**Question**

I need the potential for stretching one methyl C–H bond in CH₃OMgH, partly for energies along the curve and partly for the vibration. The first column below is the C–H length; everything else in the molecule is held fixed. HF lies below CCSD(T) when I squeeze the bond and above it when I stretch it, so this isn't a plain offset. What is HF getting wrong, and which level should I pay for?

Rigid stretch of one methyl C–H bond in CH₃OMgH (gas phase), computed with Ansatz 0.2.0 in the def2-TZVPP basis with spin-restricted orbitals and, for CCSD(T), frozen cores. The other atoms stay as in the PBE0-D4/def2-TZVP minimum, and each level's energies are counted from its own energy at that minimum.

| stretch (Å) | CCSD(T) (eV) | PBE0-D4 (eV) | B3LYP-D4 (eV) | wB97M-V (eV) | HF (eV) | PBE0-D4 less CCSD(T) (eV) | T1 diagnostic |
| --- | --- | --- | --- | --- | --- | --- | --- |
| 0.946 | 0.4921 | 0.4992 | 0.4867 | 0.4817 | 0.4548 | 0.0071 | 0.011 |
| 0.978 | 0.2858 | 0.2914 | 0.2832 | 0.2785 | 0.2544 | 0.0056 | 0.011 |
| 1.026 | 0.0927 | 0.0959 | 0.0924 | 0.0888 | 0.0720 | 0.0032 | 0.011 |
| 1.081 | 0.0045 | 0.0052 | 0.0047 | 0.0036 | -0.0013 | 0.0007 | 0.011 |
| 1.099 | 0.0000 | 0.0000 | 0.0000 | 0.0000 | 0.0000 | 0.0000 | n/a |
| 1.142 | 0.0277 | 0.0263 | 0.0265 | 0.0296 | 0.0418 | -0.0014 | 0.011 |
| 1.209 | 0.1548 | 0.1521 | 0.1503 | 0.1598 | 0.1947 | -0.0027 | 0.011 |
| 1.279 | 0.3617 | 0.3590 | 0.3523 | 0.3710 | 0.4330 | -0.0027 | 0.011 |
| 1.353 | 0.6299 | 0.6280 | 0.6121 | 0.6457 | 0.7393 | -0.0019 | 0.011 |
| 1.430 | 0.9370 | 0.9362 | 0.9064 | 0.9626 | 1.0912 | -0.0008 | 0.012 |

**Answer**

Use a hybrid density functional for the curve and keep CCSD(T) for a few control points. Over the whole scan PBE0-D4 follows CCSD(T) most closely, with a largest deviation of about 0.007 eV, though B3LYP-D4 is slightly closer in the rows from 0.946 to 1.142 Å (apart from the common zero). HF fails in a systematic way: it lacks part of the pull that lengthens the bond.

Picture the two electrons of the C–H bond. In HF each feels only the average field of the other, so they are too often at the same end of the bond. Pulled far apart, the two atoms should keep one electron each, yet restricted HF still puts both on one atom much of the time. Pressed together, the bonding and antibonding levels are far apart in energy, and the electrons gain less by avoiding each other. The energy gained by avoidance, the correlation energy, should therefore grow as the bond is stretched.

The table shows this growth directly, because CCSD(T) is the HF energy plus a correlation energy. At the minimum that correlation energy amounts to 18.16 eV, but it grows by only 0.154 eV up to 1.430 Å, less than one per cent. Nearly all of what HF leaves out is the same at both lengths and cancels. The shape of the curve suffers only from the part that changes. The table gives the total over all correlated electrons; that the C–H pair supplies most of the change is expected from the picture above, not computed.

Two limiting cases show what the change does. If the missing energy grew in strict proportion to the stretch, HF would lack a constant force. Its minimum would slide to a shorter bond, and since a real bond is stiffer when shorter, the vibration would come out too fast. If the missing energy grew only with the square of the stretch, the bond length would be right and the curve itself too stiff.

HF shows both effects. Let d be the stretch from the minimum (1.0998 Å, the row labelled 1.099), and write

HF less CCSD(T) = g·d + q·d²

where g is the missing force and q the extra stiffness. The estimate then runs as follows:

1. At 1.026 Å the difference is 0.0720 − 0.0927 = −0.0207 eV; at 1.209 Å it is 0.1947 − 0.1548 = 0.0399 eV. These two values give g = 0.315 eV/Å and q = 0.46 eV/Å².
2. A Morse curve through all ten CCSD(T) energies has the exponent s = 1.93 Å⁻¹ and a force constant k of about 31 eV/Å². The HF bond is then shorter by g/k, or 0.010 Å.
3. On a Morse curve this shortening raises the force constant by 3sg, about 1.8 eV/Å². The extra stiffness adds 2q, about 0.9 eV/Å².
4. Together that is close to 9% of k. A wavenumber goes as the square root of k, so it rises by half as much, 4.4%.

About two thirds of HF's wavenumber error thus comes from its bond being too short. The table shows the shift too: HF dips to −0.0013 eV at 1.081 Å, below the zero that all levels share at the PBE0-D4 minimum. The same reasoning can be carried to a neighbouring bond. For an equal missing force, a softer bond shortens more.

The parabola used two rows besides the common zero, yet it meets the HF difference in all the others to 0.0003 eV, even at the far end. A separate Morse fit to the ten HF energies gives a wavenumber excess of 4.3%, in good agreement, though it draws on the same data. For wB97M-V the parabola fails at large stretch, where it misses by 0.013 eV, half of the difference it should describe. For this functional, trust the parabola only near the minimum. The output below the text has the details.

The functionals make up for the missing pull through their approximate exchange and correlation taken together. On the stretched side wB97M-V recovers most of it, while PBE0-D4 and B3LYP-D4 overshoot. The density-based exchange that replaces part of the exact exchange also mimics some of the electrons' avoidance between the two ends of the bond, so the gain can't be credited to the correlation term alone. At 1.430 Å, B3LYP-D4 is 0.031 eV below CCSD(T) and wB97M-V 0.026 eV above it, against HF's 0.154 eV. Exchange and correlation change together from one functional to the next, so the scan cannot tell which of them makes B3LYP-D4 the softer one.

Whether these steps matter depends on the purpose. For energies, a common target is 1 kcal/mol, about 0.04 eV. All three functionals meet it in every row, while HF exceeds it from 1.279 Å outwards. If the target is a few thousandths of an eV, even PBE0-D4 can't be judged here, because the CCSD(T) energies carry a basis-set error that may be as large.

For the vibration, treat the C–H bond as an oscillator uncoupled from the rest; CCSD(T) then gives a harmonic wavenumber of about 3020 cm⁻¹. HF is too high by 4.4% of that, some 130 cm⁻¹. B3LYP-D4 is about 28 cm⁻¹ too low, wB97M-V about 10 cm⁻¹ too high, and PBE0-D4 agrees within the few cm⁻¹ that this estimate can resolve. A measured C–H band typically lies lower than the harmonic value by somewhat more than a hundred cm⁻¹, because the bond softens as it stretches. If you want to match a spectrum, treat that anharmonicity and the coupling among the methyl C–H bonds before you worry about the choice among these functionals.

As for cost, HF and hybrid functionals belong to the same class: doubling the molecule multiplies the work by about 16 in formal scaling. For CCSD(T) the factor is 128. HF therefore saves little over a hybrid and gives up much of the accuracy. It can still carry a correction, since CCSD(T) at just three lengths (the minimum, 1.026 and 1.209 Å) turns the HF curve into the CCSD(T) curve to 0.0003 eV. What counts for such a correction is that the error is smooth, more than that it is small.

All this holds for a moderate stretch. The T1 diagnostic, a warning sign for cases where one electron configuration isn't enough, stays at 0.011 to 0.012, below the usual alarm value of 0.02. But the scan ends at 1.3 times the equilibrium length, far from a broken bond. To follow the C–H bond to dissociation, choose a method that treats several configurations on an equal footing.

Output of the analysis:

```
fit of ccsd_t on 10 rows: constant 4.182 +/- 0.0055, coefficient of exp(-s*d) -8.344 +/- 0.012, coefficient of exp(-2*s*d) 4.161 +/- 0.0065, s 1.933; rms 0.000982, worst 1.353 0.00132, leave-one-out rms 0.00283
fit of hf on 10 rows: constant 5.058 +/- 0.0084, coefficient of exp(-s*d) -9.926 +/- 0.019, coefficient of exp(-2*s*d) 4.867 +/- 0.01, s 1.833; rms 0.00137, worst 1.353 0.002, leave-one-out rms 0.004
HF less CCSD(T) at 1.430 A, eV: 0.1542
HF less CCSD(T) at 0.946 A, eV: -0.0373
B3LYP-D4 less CCSD(T) at 1.430 A, eV: -0.0306
wB97M-V less CCSD(T) at 1.430 A, eV: 0.0256
PBE0-D4, largest distance from CCSD(T) in any row, eV: 0.0071
HF, largest miss of the two-row parabola in any row, eV: 0.000304
wB97M-V, largest miss of the two-row parabola in any row, eV: 0.0133
slope of HF less CCSD(T) at the minimum, eV/A: 0.3147
HF bond length less CCSD(T), from slope and force constant, A: -0.01007
HF bond length less CCSD(T), from the two Morse fits, A: -0.00926
CCSD(T) wavenumber of the uncoupled C-H oscillator, 1/cm: 3024
HF wavenumber excess, from the parabola, percent: 4.403
part of this excess due to the shorter bond, percent of the wavenumber: 2.919
HF wavenumber excess, from the two Morse fits, percent: 4.301
PBE0-D4 wavenumber less CCSD(T), from the parabola, 1/cm: -0.205
B3LYP-D4 wavenumber less CCSD(T), from the parabola, 1/cm: -27.91
wB97M-V wavenumber less CCSD(T), from the parabola, 1/cm: 10.29
CCSD(T) correlation energy at the minimum, size in eV: 18.16
its growth up to 1.430 A, percent of that size: 0.8493
cost factor on doubling the molecule, CCSD(T), seventh power: 128
cost factor on doubling the molecule, HF or hybrid, formal fourth power: 16
```
